**Question**

A cubic cell of TiPt₃ is scaled uniformly, so that only its volume changes. Each Ti atom touches 12 Pt atoms, each Pt atom touches 4 Ti and 8 Pt, and these contacts all have the same length, listed as the shortest distance. Positive pressure means that the cell pushes outwards, negative pressure that it pulls inwards.

TiPt₃ (Pm-3m, 4-atom cell) at fixed volumes, computed with Ansatz 0.2.0 using scalar-relativistic PBE without spin polarization, PAW, a 420 eV plane-wave cutoff, a 10×10×10 k mesh and 0.1 eV Gaussian smearing. Energies are taken at zero smearing, relative to the standard crystals of Ti and Pt in the same functional; pressure is positive in compression.

| volume (Å³/atom) | shortest distance (Å) | energy over elements (eV/atom) | pressure (GPa) |
| --- | --- | --- | --- |
| 13.540 | 2.675 | -0.646 | 41.42 |
| 14.002 | 2.705 | -0.746 | 28.10 |
| 14.463 | 2.735 | -0.810 | 16.98 |
| 14.925 | 2.764 | -0.845 | 7.71 |
| 15.386 | 2.792 | -0.856 | -0.04 |
| 15.848 | 2.819 | -0.846 | -6.49 |
| 16.309 | 2.847 | -0.820 | -11.86 |
| 16.925 | 2.882 | -0.762 | -17.63 |

(a) Is the crystal as hard to squeeze as it is to stretch?

(b) How much of any difference would remain if the contacts were plain springs?

(c) Explain the rest, and test the explanation against the pressure listed for the smallest volume.

**Model answer**

(a) The pressure passes through zero very close to 15.386 Å³/atom, where the energy is lowest. Going to the row with 6 % less volume costs 46 meV/atom, while going to the row with 6 % more costs only 36 meV/atom. Squeezing is therefore harder. The pressure column shows the same thing more sharply: 17 GPa on the squeezed side against 12 GPa of pull on the stretched side.

The two columns agree because pressure is the downhill slope of the energy, $P=-\mathrm dE/\mathrm dV$, with $E$ the energy and $V$ the volume per atom. A pressure that changes quickly with volume means a strongly curved energy, which is what stiffness is. Between neighbouring rows this stiffness, the pressure rise per fractional loss of volume, drops at every step, from 397 GPa in the most squeezed interval to 156 GPa in the most stretched. No row falls off this smooth course, so a single cause can be sought for the whole table.

(b) Let $x$ be the contact length divided by its value at zero pressure. Since volume grows as the cube of length, $V=V_0x^3$, where $V_0$ is the volume at zero pressure. For plain springs the energy is $E=\tfrac92 BV_0(x-1)^2$, with $B$ the bulk modulus, the stiffness at zero pressure. Taking the slope with respect to volume gives

$$P=3B\,\frac{1-x}{x^2}.$$

Even this crystal is slightly lopsided. Removing a given volume shortens the contacts a little more than adding the same volume lengthens them. For the two rows 6 % away from zero pressure, plain springs make squeezing 1.07 times as costly as stretching, whereas the calculation gives 1.26. Geometry thus supplies roughly a quarter of the excess, and the springs themselves must change for the rest.

(c) Theory points to two opposing effects. When the atoms approach, electrons in bonding states shared between neighbours, largely d states of Ti and Pt, sink in energy as the overlap grows. At the same time the outer electrons are squeezed into less room, which raises their kinetic energy, and they are pressed against the filled inner shells, which the Pauli principle makes costly. At zero pressure the two slopes cancel.

They do not stay balanced, because the repulsion changes more rapidly with distance than the bonding does. On squeezing it quickly outgrows the gain from bonding, so each further step meets more resistance. On stretching it dies away first and leaves the attraction to pull the atoms back, but that attraction is itself weakening as the overlap shrinks. The crystal behaves like a spring that hardens when pressed and slackens when drawn out.

A simple way to write this is to multiply the plain spring's force by a factor that fades exponentially with contact length:

$$P=3B\,\frac{1-x}{x^2}\,e^{s(1-x)}.$$

This fading-force model is known as the Vinet equation, and $s$ says how fast the factor fades. The pull still grows in the stretched rows, but more slowly than a plain spring's would. A fit to the five rows within about 6 % of the zero-pressure volume gives $3B=707$ GPa and $s=6.1$. Each per cent by which the contacts shorten therefore strengthens the force by about 6 % beyond what a plain spring would give.

The smallest volume was not part of the fit, so it is a fair test of this form of the force, though not of its cause. With $V_0=15.38$ Å³/atom,

$$x=\left(\frac{13.54}{15.38}\right)^{1/3}=0.958,\qquad 3B\,\frac{1-x}{x^2}\approx 32\ \text{GPa},\qquad e^{s(1-x)}\approx 1.29.$$

The product is about 41 GPa, as in the table. The first factor is the plain spring, and the second is the hardening, which adds more than a quarter to the pressure.

**Remarks on the reasoning**

The decisive step is (b). A candidate who sees the lopsided energies and at once invokes repulsion has skipped the part that geometry explains. A candidate who stops at geometry fails on the outer rows: a plain spring fitted to the same five rows gives 9 GPa too little pressure at the smallest volume, and 4 GPa too much pull at the largest. The fading force comes within 0.1 GPa at all three outer volumes. The output printed below shows both fits row by row.

Full marks also require a distinction between shape and cause. The rows establish that the restoring force hardens and slackens in this way. That steep repulsion and gentler bonding lie behind it is an argument from the general theory of metals, since a total energy does not come divided into those two parts. The argument is still useful, because it leads one to expect the same direction of change in other metals held together by overlapping electrons.

It would be an error to read the rise of the energy over elements, from −0.856 to −0.646 eV/atom on squeezing, as a loss of stability against Ti and Pt under pressure. The elements in that comparison remain at their own normal volumes while the compound is squeezed. The change down the column is therefore the cost of deforming TiPt₃ alone. A fair contest would put all three solids under the same pressure and compare their enthalpies, that is, energy plus pressure times volume.

For practical use the result condenses into one rule. In the fading-force model the stiffness at zero pressure is 236 GPa, and it grows by about 5 GPa for each GPa of pressure; for plain springs it would grow by only 1. In the most squeezed interval, at a mean pressure of 35 GPa, the rule gives $236+5\times35=411$ GPa, about 4 % above the stiffness found there. The starting value belongs to atoms at rest in the PBE functional, which tends to make crystals of heavy transition metals slightly too large and too soft, so a measured modulus should replace it where one exists, while the factor of 5 serves as the correction for pressure.

Printed output of the fit:

```
fit of pressure on 5 rows (near): coefficient of (1 - x) / x**2 721.1 +/- 40; rms 1.13, worst 16.309 -1.78, leave-one-out rms 1.86
  rows outside the fit (model, value, miss): 13.54 32.71, 41.42, -8.71; 14.002 23.71, 28.1, -4.39; 16.925 -21.88, -17.63, -4.25
fit of pressure on 5 rows (near): coefficient of (1 - x) / x**2 * exp(s * (1 - x)) 707 +/- 0.26, s 6.1; rms 0.00654, worst 14.925 -0.0112, leave-one-out rms 0.0143
  rows outside the fit (model, value, miss): 13.54 41.35, 41.42, -0.0716; 14.002 28.07, 28.1, -0.0347; 16.925 -17.61, -17.63, 0.0159
Costs, stiffness and model pressures:
     row  'energy cost meV/atom'  'cost from pressure fit meV/atom'  'stiffness from previous row GPa'  'plain spring GPa'  'fading force GPa'
   13.54                   209.9                              209.7                                n/a               32.71               41.35
  14.002                   110.3                              110.2                                397               23.71               28.07
  14.463                   45.87                              45.87                              343.3                15.3               16.98
  14.925                   10.73                              10.69                              294.8               7.386               7.699
  15.386                       0                          0.0002706                              254.8            -0.03717            -0.03643
  15.848                     9.7                              9.706                                218              -7.043              -6.498
  16.309                   36.37                              36.36                              187.3              -13.64              -11.86
  16.925                    93.5                              93.48                              155.6              -21.88              -17.61
Volume at zero pressure, Å³/atom: 15.38
Cube edge at zero pressure, Å: 3.948
Bulk modulus at zero pressure from fading force, GPa: 235.7
Pressure derivative of bulk modulus from fading force: 5.067
Shortening of contacts at 6% less volume, %: 2.036
Lengthening of contacts at 6% more volume, %: 1.966
Energy cost at 6% less volume over that at 6% more, computed: 1.261
The same ratio for a plain spring: 1.072
Size of pressure at 6% less volume over that at 6% more, computed: 1.432
The same ratio for a plain spring: 1.122
Largest miss of energies from pressure fit, meV/atom: 0.1598
Stiffness in first interval over that in last: 2.551
```
